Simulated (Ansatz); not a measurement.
CdS: the change of energy above lowest point and pressure with volume scale

Free energy against uniform scaling of the volume at fixed shape and fractions; periodic cell, basis, potentials, k mesh and filling as listed. The results are calculated, by Ansatz 0.2.0.

The cell before it is scaled or strained (space group F-43m, No. 216):
```
CdS
1.0
      0.0000     2.9165     2.9165
      2.9165     0.0000     2.9165
      2.9165     2.9165     0.0000
Cd S
1 1
Direct
  0.00000 0.00000 0.00000
  0.25000 0.25000 0.25000
```

Settings of every row: functional PBE; dispersion none; potentials PAW; wave cutoff 450 eV; density cutoff 1800 eV; k mesh 6x6x6; k shift 0x0x0; occupations fixed; smearing width 0 eV; spin none.

```
row  volume scale  V (Å³/atom)  energy above lowest point (meV/atom)  pressure (GPa)
  1          0.92       22.823                                  83.7            9.47
  2        0.9467       23.485                                    50            6.94
  3        0.9733       24.145                                     ?               ?
  4             1       24.808                                  10.3            2.86
  5        1.0267        25.47                                     2            1.21
  6        1.0533        26.13                                     0           -0.22
  7          1.08       26.792                                   3.5           -1.45
```

Question: what energy above lowest point and pressure should row 3 give?

Worked fit of energy above lowest point. Take u = (V_r/V)^(2/3) − 1 with V_r = 25.139 Å³ an atom, which is twice the finite (Eulerian) strain; such expansions in the strain, on which the Birch-Murnaghan equation of state is built, carry the rest volume and the bulk modulus. The shown rows have u = 0.06656, 0.04642, 0.00888, -0.00868, -0.02545, -0.04157. Least squares give energy above lowest point = 5.31 + 473 × u + 10435 × u² + 2343 × u³ meV/atom; a parabola predicts inner rows, each left out in turn, worse (root mean square 0.12 against 0.054 meV/atom). All shown rows lie on it to the printed digit. Its lowest point lies at u = -0.0228, or V = 26.03 Å³ an atom, and the curvature there gives the bulk modulus at fixed shape and fractions, B = (4/9)(1 + u)² E″(u)/V = 53.7 GPa. The withheld row has u = 0.02726, so the fit gives 5.31 + 473 × (0.02726) + 10435 × (0.02726)² + 2343 × (0.02726)³ = 26.0 meV/atom.

The calculation gave 25.9 meV/atom. The fit lies 0.1 meV/atom (0.12 % of the column's range) above it, one unit of the last digit.

Worked fit of pressure. Take u = (V_r/V)^(2/3) − 1 with V_r = 25.139 Å³ an atom, which is twice the finite (Eulerian) strain; such expansions in the strain, on which the Birch-Murnaghan equation of state is built, carry the rest volume and the bulk modulus. The shown rows have u = 0.06656, 0.04642, 0.00888, -0.00868, -0.02545, -0.04157. Least squares give pressure = 2.001 + 94.14 × u + 269.9 × u² GPa; a straight line predicts inner rows, each left out in turn, worse (root mean square 0.3 against 0.011 GPa). The rows lie off it by 0.01, -0.01, 0.00, 0.01, 0.00, 0.00. The pressure vanishes at u = -0.0227, or V = 26.02 Å³ an atom, and there the bulk modulus at fixed shape and fractions is B = −V dP/dV = (2/3)(1 + u) dP/du = 53.3 GPa. The withheld row has u = 0.02726, so the fit gives 2.001 + 94.14 × (0.02726) + 269.9 × (0.02726)² = 4.77 GPa.

The calculation gave 4.75 GPa. The fit lies 0.02 GPa (0.18 % of the column's range) above it; its largest miss of a shown row is 0.01 GPa.
